In nine of these ten pairs of molecules, the pairs whose electrons shift more on contact tend to be more strongly bound. The tenth, hydrogen cyanide with arsine, shifts the most electrons of all and is repelled. The likely cause of both is crowding: a nitrogen and an arsenic atom sit so close that their filled shells overlap.

PySCF 2.14.0, Kohn–Sham DFT with the TPSS functional and def2-SVPD basis, for pairs of neutral singlet molecules held at fixed geometries. Interaction energies are counterpoise-corrected and exclude the D3(BJ) dispersion correction, which is listed separately. Electrons to the second fragment are from Hirshfeld charges, positive when it gains electrons.

```tsv
system	geometry level	atoms in first fragment	interaction energy (kcal/mol)	dispersion correction (kcal/mol)	electrons to second fragment (e)	electrons displaced (e)
F.C#N	not relaxed	2	-2.020	-0.290	0.004	0.033
CC#N.[SiH3]F	GFN2-xTB	6	-1.700	-1.920	0.003	0.069
Cl.FC(F)F	not relaxed	2	-0.680	-0.650	-0.004	0.031
[SiH3]Cl.FCF	GFN2-xTB	5	-0.190	-1.700	0.000	0.046
Br.[SiH3]Cl	GFN2-xTB	2	-0.080	-1.430	0.006	0.033
C[SiH3].CF	GFN2-xTB	8	0.230	-0.970	0.001	0.021
[SiH4].COC=O	not relaxed	5	0.250	-0.990	0.001	0.013
FCF.S=C=S	GFN2-xTB	5	0.530	-1.440	-0.001	0.033
[SiH3][SiH3].[AsH3]	not relaxed	8	0.770	-2.180	0.002	0.018
C#N.[AsH3]	not relaxed	3	3.060	-1.480	0.018	0.081
```

The labels leave out most hydrogen atoms, and a dot separates the two molecules: FCF is difluoromethane, and C#N is hydrogen cyanide. "Electrons displaced" measures how much electron density changes place when the two molecules are brought together. "Electrons to second fragment" is only the net amount that crosses from the first to the second. A negative energy means attraction.

**Putting the energy together**

The functional alone makes five of the pairs repulsive, but that count should not be taken at face value. TPSS does not describe the long-range attraction between fluctuating charges, the dispersion energy. The correction for it has to be added to the interaction energy before pairs are compared. With it, four of the five become bound, and only hydrogen cyanide with arsine stays repulsive.

Among the nine bound pairs the sum follows the displaced charge fairly well, with a rank correlation of about −0.8, where −1 would be a perfect order. Including the tenth pair weakens it to about −0.3. One row thus spoils most of the order.

There is a plain reason for such an order. Molecules that meet closely, or that carry strong dipoles, attract each other more, and they also distort each other's electron clouds more. The displaced charge is then a companion of the attraction and need not be its source.

**How large is the break?**

A smooth pattern can be stated without fitting anything. If binding never weakened as the displaced charge grew, each pair would be bound at least as strongly as every pair with less displaced charge. Let $q_i$ be the electrons displaced in pair $i$ and $E_i$ its interaction energy with dispersion added. The shortfall from the smooth pattern is

$$\Delta_i = E_i - \min_{q_j<q_i} E_j ,$$

and a positive value marks a break.

For hydrogen cyanide with arsine, the energy is $3.06-1.48=1.58$ kcal/mol. The strongest binding among the other pairs, all of which have less displaced charge, is −3.62 kcal/mol, in acetonitrile with fluorosilane. The shortfall is therefore $1.58-(-3.62)=5.20$ kcal/mol. The next largest in the table is 0.67 kcal/mol, almost eight times smaller.

**Why crowding moves electrons and costs energy**

Electrons can be displaced in several ways, and two of them have opposite meanings for the energy. In the first, the electric field of one molecule polarises the other. The electrons move because doing so lowers the energy, so this displacement goes with attraction.

The second way follows from the Pauli principle. When two filled orbitals overlap, their four electrons cannot all stay where they were in the separate molecules. Density is pushed out of the region between the molecules and piles up nearer the nuclei. This raises the energy, chiefly the kinetic energy of the electrons.

A model with one doubly filled orbital on each molecule shows how the two effects of overlap are tied together. Let the orbitals be $a$ and $b$, real and normalised, with overlap $S=\int ab\,dV$. Making the wavefunction antisymmetric changes the density by

$$\Delta\rho=\frac{2S^2(a^2+b^2)-4S\,ab}{1-S^2}.$$

The negative term removes $4S^2/(1-S^2)$ electrons from the overlap region, and the positive term returns the same number to the two molecules. For small overlap the displaced charge therefore grows as $S^2$, and so, to leading order, does the repulsion. Since $S$ falls off roughly exponentially with distance, both rise steeply once two molecules are pressed together.

The displaced charge has no sign that tells these two ways apart. A large value says that the molecules disturb each other strongly. Whether the disturbance comes with attraction or repulsion has to be read from the energy and from the contact itself.

**The contact between nitrogen and arsenic**

In the repelled pair the nitrogen lies 2.77 Å from the arsenic. The usual van der Waals distance for these two atoms is roughly 3.4 Å, so the contact is some 0.6 Å too short. The electron density at the contact point is almost three times the highest value found in any other pair. This is the situation in which Pauli repulsion should dominate.

Other rows make several alternative explanations less likely. Arsine is bound to disilane, so its presence alone does not bring repulsion. Acetonitrile also has its nitrogen near a heavy atom, the silicon of fluorosilane, but at 3.47 Å, and that pair is the most strongly bound of all. Its molecules lie side by side with opposed dipoles, so this comparison is only a rough one. Four other pairs were likewise computed at unrelaxed starting geometries, and all four are bound.

These comparisons and the high contact density point to the short distance. That Pauli repulsion is the main cost is an argument from theory, since the energy was not split into its parts. The positive energy also belongs to this one arrangement. If the molecules were free to move, they would be expected to back away from each other, so the result does not show that hydrogen cyanide and arsine cannot bind.

The same pair also has the largest net transfer, 0.018 electrons from hydrogen cyanide to arsine, three times the next largest. Among the single atoms, the arsine hydrogen on the side away from the nitrogen gains the most electrons, and the carbon of hydrogen cyanide loses the most. This pattern suggests that polarisation and some donation from hydrogen cyanide add to the displaced charge, so not all of it need come from Pauli repulsion. A short contact strengthens these attractive effects too, but here they do not outweigh the repulsion. A large transfer might be taken for a sign of bonding, yet here it accompanies a positive energy. The most strongly bound pair transfers only 0.003 electrons.

**What the smaller breaks teach**

The lesser irregularities have another origin: some attraction hardly shows in the displaced charge. Disilane with arsine displaces only 0.018 electrons, but it has the largest dispersion correction in the table, −2.18 kcal/mol. Silicon and arsenic have large, easily polarised electron clouds, which favour dispersion. The correction is computed from the positions of the atoms and added afterwards, so it moves no electrons in the calculated density.

This explains the shortfall of 0.67 kcal/mol, which belongs to methylsilane with fluoromethane. That pair displaces slightly more charge than disilane with arsine but is less strongly bound. With the functional alone the order is reversed: methylsilane with fluoromethane is the less repulsive of the two. The break comes from the dispersion correction.

Attraction between permanent dipoles is also poorly recorded. Hydrogen fluoride with hydrogen cyanide and difluoromethane with carbon disulfide both displace 0.033 electrons, yet the first pair is bound more strongly by 1.40 kcal/mol. In the first, the hydrogen of hydrogen cyanide faces the fluorine of hydrogen fluoride. The two dipoles lie roughly head to tail and attract each other even before any electron moves. Carbon disulfide has no permanent dipole, and much of its displaced charge merely shifts from one sulfur atom to the other.

**Reading a neighbouring case**

For a similar pair, the contact distance should be judged before the displaced charge is interpreted. If the closest atoms are near their usual van der Waals distance, a larger displacement may well accompany stronger binding, as it tends to in the nine bound pairs. Strong dipoles or heavy, polarisable atoms can add attraction beyond what the displacement suggests. If the atoms are pressed far inside that distance, a large displacement may come with repulsion, as in the one such pair here, and only the energy can decide.

Distances must be compared with the sizes of the atoms involved. The hydrogen of hydrogen cyanide comes closer to the fluorine in hydrogen fluoride than nitrogen comes to arsenic. The density at that contact is nevertheless only about a third as high, because hydrogen is small, and the pair is bound.

Silanes and arsine serve as precursor gases for growing and doping silicon layers. Disilane with arsine, the one pair here that joins a silicon source to a dopant source, is bound by 1.41 kcal/mol in the computed arrangement. At about 900 K, a rough growth temperature, the thermal energy $k_\mathrm{B}T$ is 1.8 kcal/mol. A contact this weak should be fleeting in the hot gas, and the small charge it displaces is no sign of a reaction between the precursors.

The printed output below lists the summed energies, the contact densities and the shortfalls from the smooth order.

The analysis program printed:

```
Binding with dispersion added:
                  row  total_kcal_mol  displaced_e  contact_density_au
                F.C#N           -2.31        0.033             0.00727
         CC#N.[SiH3]F           -3.62        0.069             0.00687
            Cl.FC(F)F           -1.33        0.031             0.00699
         [SiH3]Cl.FCF           -1.89        0.046             0.00739
          Br.[SiH3]Cl           -1.51        0.033             0.00465
           C[SiH3].CF           -0.74        0.021             0.00394
         [SiH4].COC=O           -0.74        0.013             0.00347
            FCF.S=C=S           -0.91        0.033             0.00574
  [SiH3][SiH3].[AsH3]           -1.41        0.018             0.00564
           C#N.[AsH3]            1.58        0.081             0.02115
Repulsive pairs with the functional alone (count): 5
Repulsive pairs with dispersion added (count): 1
Unrelaxed pairs that are bound with dispersion added (count): 4
Rank correlation of displaced electrons and total energy in the nine bound pairs: -0.8167
Rank correlation of displaced electrons and total energy in all ten pairs: -0.3212
Shortfall of HCN with AsH3 from the smooth order (kcal/mol): 5.2
Shortfall of methylsilane with fluoromethane (kcal/mol): 0.67
Shortfall of difluoromethane with CS2 (kcal/mol): 0.5
Shortfall of chlorosilane with difluoromethane (kcal/mol): 0.42
Shortfall of HCN with AsH3 over the next largest shortfall (ratio): 7.761
Spread at equal displacement, CS2 pair less HF with HCN (kcal/mol): 1.4
Largest net transfer over the next largest (ratio): 3
Highest contact density over the next highest (ratio): 2.862
N-As contact shorter than the rough van der Waals sum by (angstrom): 0.633
N-Si contact longer than the N-As contact by (angstrom): 0.699
Share of the repulsion of HCN with AsH3 offset by dispersion (percent): 48.37
Share of dispersion in the strongest pair (percent): 53.04
Thermal energy kT at 900 K (kcal/mol): 1.788
```
